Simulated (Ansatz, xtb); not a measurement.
**Loss of HF: C3H6F2 → C3H5F + HF**

Species: C3H6F2 `CC(F)CF`, singlet; C3H5F `C/C=C/F`, singlet; HF (hydrogen fluoride), singlet. 

Shapes, held fixed at every level: PBE0-D4/def2-TZVP. Flexible molecules stand in one conformer, not always the lowest. Programs: Ansatz 0.2.0, xtb 6.7.1. The zero-point and thermal change to 298 K, harmonic and unscaled (PBE0-D4/def2-TZVP), is -12.3 kJ/mol.

```tsv
level	kind	ΔH(298 K) (kJ/mol)	less CCSD(T)/CBS estimate	CPU time (sum over the molecules)
GFN0-xTB	semi-empirical	+90.4	+43.1	0.082 s
SPW92/def2-TZVPP	LDA	+82.4	+35.1	6.8 s
B3LYP-D4/def2-TZVPP	global hybrid	+49.7	+2.4	20 s
wB97X-V/def2-TZVPP	range-separated hybrid	+71.4	+24.1	37 s
MP2/def2-SVP	perturbation theory	+62.6	+15.3	–
CCSD(T)/def2-SVP	coupled cluster or CI	+63.2	+15.9	26 s
CCSD/def2-SVP	coupled cluster or CI	+65.6	+18.3	–
CCSD(T)/def2-TZVPP	coupled cluster or CI	+49.4	+2.1	8.7 min
CCSD(T)/CBS estimate	coupled cluster or CI	+47.3	0.0	11 min
```

The highest level, CCSD(T)/CBS estimate, gives ΔH(298 K) = +47.3 kJ/mol; the levels span +47.3 to +90.4. The column of differences is taken from that level and isn't an error. No measured value is set beside it here. The CBS estimate extrapolates MP2 from def2-TZVPP and def2-QZVPP and adds CCSD(T) − MP2 in the triple-zeta set, cores frozen. Times are processor times on shared x86 and Arm servers, and rough.

Eliminating HF from 1,2-difluoropropane is endothermic at every level. C–F and C–H σ bonds are exchanged for a C=C π bond and H–F; the very strong H–F bond recovers much of the cost, but the π bond is too weak to make up the rest. Within coupled cluster, the basis set matters far more than the triples: CCSD(T) falls from +63.2 to +49.4 kJ/mol between def2-SVP and def2-TZVPP, whereas CCSD and MP2 lie close to CCSD(T) in the smaller set. MP2's offset there is therefore mainly a basis-set effect.

The wB97X-V value of +71.4 kJ/mol is unexpectedly high for a closed-shell reaction of this kind. CCSD(T) in the same basis lies far lower, so basis incompleteness is an unlikely explanation, and a fault in the functional's implementation or numerical settings is possible. B3LYP-D4's close agreement in this single reaction doesn't establish general accuracy for eliminations. The data also leave open whether the E alkene is the preferred product over its Z isomer or 2-fluoropropene.
